1. The quantity

The isomer energy difference is the electronic energy of the second molecule less that of the first, so a negative value means that the second lies lower. Each molecule was relaxed with the tight-binding method GFN2, and its energy was then taken on that one shape at three levels. These are Hartree–Fock in a minimal basis (HF below), GFN2 itself, and a density functional in a somewhat more flexible basis (the functional level). The values hold for isolated molecules without zero-point motion or temperature.

Calculated values. Electronic energy of the second isomer less that of the first for isolated, neutral singlet C3H6Ge molecules, from Ansatz 0.2.0 (HF/STO-3G and, as the functional level, r2SCAN-D4/def2-SVP) and xtb 6.7.1 (GFN2-xTB). All three levels use geometries relaxed with GFN2-xTB. Links list the bonded pairs of numbered atoms.

```
     system                                         first isomer                                        second isomer  at hf sto 3g (kcal/mol)  at gfn2 xtb (kcal/mol)  at functional level (kcal/mol)
C3H6Ge #49e  C(1) CH(2) CH2(3) GeH3(4); links 1-2, 1-3, 2-3, 1-4       CH(1) C(2) CH2(3) GeH3(4); links 1-2, 2-3, 3-4                   -16.72                 -15.750                         -12.690
C3H6Ge #790  CH(1) CH(2) CH(3) GeH3(4); links 1-2, 1-3, 2-3, 1-4  C(1) CH(2) CH2(3) GeH3(4); links 1-2, 1-3, 2-3, 1-4                   -13.93                  -4.970                          -6.690
C3H6Ge #168       CH(1) C(2) CH3(3) GeH2(4); links 1-2, 2-4, 3-4       CH2(1) C(2) CH(3) GeH3(4); links 1-2, 2-3, 3-4                    23.68                  -1.780                           1.290
C3H6Ge #ed3        CH3(1) C(2) C(3) GeH3(4); links 1-2, 2-3, 3-4       CH(1) C(2) CH3(3) GeH2(4); links 1-2, 2-4, 3-4                     1.10                  10.930                           1.550
C3H6Ge #484        CH3(1) C(2) C(3) GeH3(4); links 1-2, 2-3, 3-4       CH2(1) C(2) CH(3) GeH3(4); links 1-2, 2-3, 3-4                    24.77                   9.150                           2.840
C3H6Ge #dc8       CH2(1) C(2) CH(3) GeH3(4); links 1-2, 2-3, 3-4       CH(1) C(2) CH2(3) GeH3(4); links 1-2, 2-3, 3-4                    -8.82                  -0.970                           6.500
C3H6Ge #72f       CH(1) C(2) CH3(3) GeH2(4); links 1-2, 2-4, 3-4       CH(1) C(2) CH2(3) GeH3(4); links 1-2, 2-3, 3-4                    14.85                  -2.750                           7.790
C3H6Ge #fa1        CH3(1) C(2) C(3) GeH3(4); links 1-2, 2-3, 3-4  C(1) CH(2) CH2(3) GeH3(4); links 1-2, 1-3, 2-3, 1-4                    32.67                  23.920                          22.040
```

2. Six molecules behind eight rows

The rows compare only six molecules, which are easier to follow under letters:

A: CH₃–C≡C–GeH₃, an alkyne with germyl on the triple bond
B: HC≡C–GeH₂–CH₃, an alkyne with germanium between two carbons
C: H₂C=C=CH–GeH₃, an allene
D: HC≡C–CH₂–GeH₃, an alkyne with germyl on the saturated carbon
E: cyclopropene with germyl on the double bond
F: cyclopropene with germyl on the saturated ring carbon

Row #ed3 leads from A to B, #484 from A to C and #fa1 from A to E. Row #168 leads from B to C, #72f from B to D, #dc8 from C to D, #49e from E to D and #790 from F to E. Differences can therefore be chained, and every molecule can be placed on one ladder that starts at A.

3. What the ladder says chemically

At the functional level two steps connect four of the six molecules: A, D, E and F. The first is the carbon skeleton. Going from alkyne to cyclopropene costs 22.0 kcal/mol with germyl on the multiple bond (A to E) and 28.7 − 9.3 = 19.4 kcal/mol with germyl on the saturated carbon (D to F). Strain in the three-membered ring is the established reason: it outweighs what is gained by giving up a triple bond for a double and a single one.

The second step is the place of germanium. Moving germyl from an unsaturated to a saturated carbon costs 9.3 kcal/mol in the alkyne (A to D) and 6.7 kcal/mol in the ring (E to F). An unsaturated carbon binds through an orbital with more s character, which holds electrons more tightly. This strengthens its bonds to germanium and to hydrogen alike, and hydrogen takes the place that germyl leaves. Germanium is the more electropositive of the two and is expected to gain more, so germyl prefers the unsaturated carbon. The same move also takes a substituent away from the multiple bond, which costs energy too, and the table does not separate the two effects.

4. What a smooth pattern would be

The simplest expectation is that a cheap level gives the same difference as the functional level. The miss of a row is the cheap value less the functional value. If e is the error of a cheap level for one molecule, counted from its error for A, then

miss of a row = e(second) − e(first)

Three limiting cases show how to read this. If all six errors are equal, no row misses. If one molecule alone is wrong, every row that contains it misses by the same size, with a sign that depends on whether it stands first or second. If two molecules are wrong by similar amounts, the row that joins them looks good although both are misplaced.

5. The break in Hartree–Fock: the allene

HF misses by 15 to 22 kcal/mol in the three rows that contain the allene C, and by at most 11 kcal/mol in the others. In #484 the functional level puts C only 2.8 kcal/mol above A, while HF puts it 24.8 kcal/mol above. Against B, in #168, the miss is almost the same. This points to a badly placed allene.

The rings are placed too high against A as well, E by 10.6 and F by 17.9 kcal/mol. Much of this cancels in #49e and #790, which join molecules with errors of the same sign. HF in this basis is known to place the parent cyclopropene too high against propyne too.

A likely cause for the allene comes from the parent hydrocarbons propyne and allene, which contain no germanium. A minimal basis places allene far too high there as well, and a larger basis removes most of that penalty within Hartree–Fock. A minimal basis has one function of fixed size for each atomic orbital, so the electron cloud can neither swell nor polarise to suit its bonds. By this analogy the basis is the main culprit here, rather than the neglect of electron correlation.

6. A smaller, regular miss, estimated

HF also exaggerates the preference of germyl for unsaturated carbon. The ring pair gives the size of this exaggeration, and it can be carried over to the alkyne without any fit:

excess in the ring (E to F) = 13.93 − 6.69 = 7.24 kcal/mol
functional value for A to D = 2.84 + 6.50 = 9.34 kcal/mol
estimated HF value for A to D = 9.34 + 7.24 = 16.58 kcal/mol
HF value from the table = 24.77 − 8.82 = 15.95 kcal/mol

The estimate is 0.6 kcal/mol too high, against an excess of 6.6 kcal/mol found in the alkynes, although no HF value for an alkyne went into it. The excess thus goes with the move of germyl and depends little on the skeleton, at least in these two cases. That the minimal basis causes this excess too is a guess.

The allene's error also explains the one row whose sign HF reverses, although the error of D works against the reversal. In #dc8 the allene C is placed 21.9 kcal/mol too high and the alkyne D only 6.6 kcal/mol too high. The gap between these errors, about 15 kcal/mol, turns a difference of +6.5 into −8.8 kcal/mol.

7. The break in tight binding: germanium between two carbons

GFN2 has smaller extreme misses than HF, yet it reverses three signs instead of one. Its largest miss, 10.5 kcal/mol, falls in #72f, where two alkynes are compared and no allene takes part. The functional level puts D 7.8 kcal/mol above B, while GFN2 puts it 2.8 kcal/mol below.

The ladder shows which of the two is misplaced. Against A, GFN2 has D right to about 1 kcal/mol but puts B 9.4 kcal/mol too high. Both rings also come out within 2 kcal/mol of their places, so the fault is unlikely to sit in A. Molecules A and D contain the same numbers of each kind of bond. B differs from both: it has one more Ge–C and one more C–H bond, and one fewer C–C single and Ge–H bond. A faulty balance between these bond types in the tight-binding parameters would explain the miss, but B is the only molecule here that could reveal it, so this cause remains a plausible guess.

Row #168 is the third limiting case at work. GFN2 places the allene C 6.3 kcal/mol too high against A, and B 9.4 kcal/mol too high. Most of this cancels in their difference, which leaves a miss of only 3.1 kcal/mol. The row looks harmless because two errors point the same way. In #dc8 there is no such help: C is too high and D slightly too low, and GFN2 reverses the sign. The table does not show why GFN2 misses the allene.

8. How firm the reversals are

The functional level is a yardstick with faults of its own. Many density functionals place allenes too low against alkynes, and the size of this fault is untested for the molecules here. It could account for part of the misses of the allene against A and would make the true difference in #dc8 smaller than the table says. The HF miss of about 22 kcal/mol for C is too large to be explained mainly in this way.

The reversal in #72f is the cleanest, since it involves no allene. When B and D are relaxed at the functional level, D still lies 7.0 kcal/mol above B. The reversal in #168 carries little weight, because there the functional difference is only 1.3 kcal/mol and falls to 0.7 kcal/mol after such relaxation. With a small basis and no zero-point energy, the order of A, B and C is not settled.

9. Order and size are different tests

From lowest to highest, the three levels arrange the molecules as follows:

functional level: A, B, C, D, E, F
HF: A, B, D, C, E, F
GFN2: A, D, C, B, E, F

All three agree on the lowest molecule and on the two strained rings at the top, where the steps are large. HF exchanges only one pair of neighbours, although it misplaces the allene by more than 20 kcal/mol, because it also places the ring E 10.6 kcal/mol too high. Without that second error the allene would lie above E. GFN2 makes smaller errors, but they fall among three molecules that lie within 8 kcal/mol of each other, and it turns their order round completely.

For a cheap screen of these isomers, the number of correct signs is therefore a poor measure of quality. A GFN2 difference of less than about 10 kcal/mol does not decide which isomer is lower, since misses of that size occur in the set. For a new pair, the useful question is what changes between the two molecules. If an alkyne becomes an allene or a cyclopropene, minimal-basis HF is suspect. If germanium gains a carbon neighbour and loses a hydrogen, or if an allene takes part, the GFN2 value deserves a check at a higher level.
